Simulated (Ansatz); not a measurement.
# MgS: phonon heat capacity and phonon entropy against temperature

All results are calculated (Ansatz 0.2.0). Harmonic vibrational free energy, entropy and heat capacity at constant volume, per atom, from the force constants of a q mesh, imaginary modes left out; plane waves with PAW datasets, Gamma-centred k mesh.

Structure of every row (space group Fm-3m, No. 225):
```
cell vectors (Å)
   0.0000     2.6149     2.6149
   2.6149     0.0000     2.6149
   2.6149     2.6149     0.0000
atoms (fractions of the cell vectors)
Mg  0.00000  0.00000  0.00000
S   0.50000  0.50000  0.50000
```

Settings of every row: functional PBE; dispersion none; spin none; wave cutoff 420 eV; k mesh 8x8x8; occupations fixed; smearing width 0 eV; pressure 0 GPa; phonon method linear response; q mesh 4x4x4.

Limits: the cell comes from a prototype or a list of computed structures and needn't be the stable phase.

```
row  temperature (K)  phonon heat capacity (kB/atom)  phonon entropy (kB/atom)  phonon free energy (meV/atom)
  1              200                            2.44                     2.117                             26
  2              300                           2.728                     3.171                              3
  3              400                           2.842                     3.973                            -28
  4              500                           2.897                     4.614                          -65.1
  5              600                           2.928                     5.145                         -107.2
  6              700                           2.947                     5.598                         -153.5
  7              800                           2.959                     5.992                         -203.5
  8              900                           2.968                     6.342                         -256.7
  9             1000                               ?                         ?                              ?
```

Question: what phonon heat capacity and phonon entropy should row 9 give?

Worked fit of phonon heat capacity. At high temperature a harmonic heat capacity falls short of its limit by a term in 1/T², so take t = (100 K / T)². The shown rows have t = 0.25, 0.11111, 0.0625, 0.04, 0.02778, 0.02041, 0.01562, 0.01235. Least squares give phonon heat capacity = 2.9996 − 2.6139 × t + 1.503 × t² kB/atom; a straight line predicts inner rows, each left out in turn, worse (root mean square 0.0083 against 0.00042 kB/atom). All shown rows lie on it to the printed digit. The constant, 2.9996 kB/atom, is to be held against the harmonic limit of 3 k_B an atom. The withheld row has t = 0.01, so the fit gives 2.9996 − 2.6139 × (0.01) + 1.503 × (0.01)² = 2.974 kB/atom.

The calculation gave 2.974 kB/atom. The fit meets it to the printed digit. This row lies beyond the range of the fit.

Worked fit of phonon entropy. Entropy rises as the heat capacity times the change of ln T, so take t = ln(T / 300 K). The shown rows have t = -0.4055, 0, 0.2877, 0.5108, 0.6931, 0.8473, 0.9808, 1.0986. Least squares give phonon entropy = 3.1839 + 2.71032 × t + 0.15606 × t² kB/atom; a straight line predicts inner rows, each left out in turn, worse (root mean square 0.033 against 0.0096 kB/atom). The rows lie off it by 0.006, -0.013, -0.004, 0.005, 0.008, 0.006, 0.000, -0.008 (root mean square 0.0072 kB/atom), a smooth pattern that one more power would take up: the form is only approximate. The slope at t = 0, 2.71 kB/atom, estimates the heat capacity at 300 K. The withheld row has t = 1.204, so the fit gives 3.1839 + 2.71032 × (1.204) + 0.15606 × (1.204)² = 6.673 kB/atom.

The calculation gave 6.655 kB/atom. The fit lies 0.018 kB/atom (0.4 % of the column's range) above it; its largest miss of a shown row is 0.013 kB/atom. This row lies beyond the range of the fit.

The other values of row 9: phonon free energy -312.7 meV/atom.
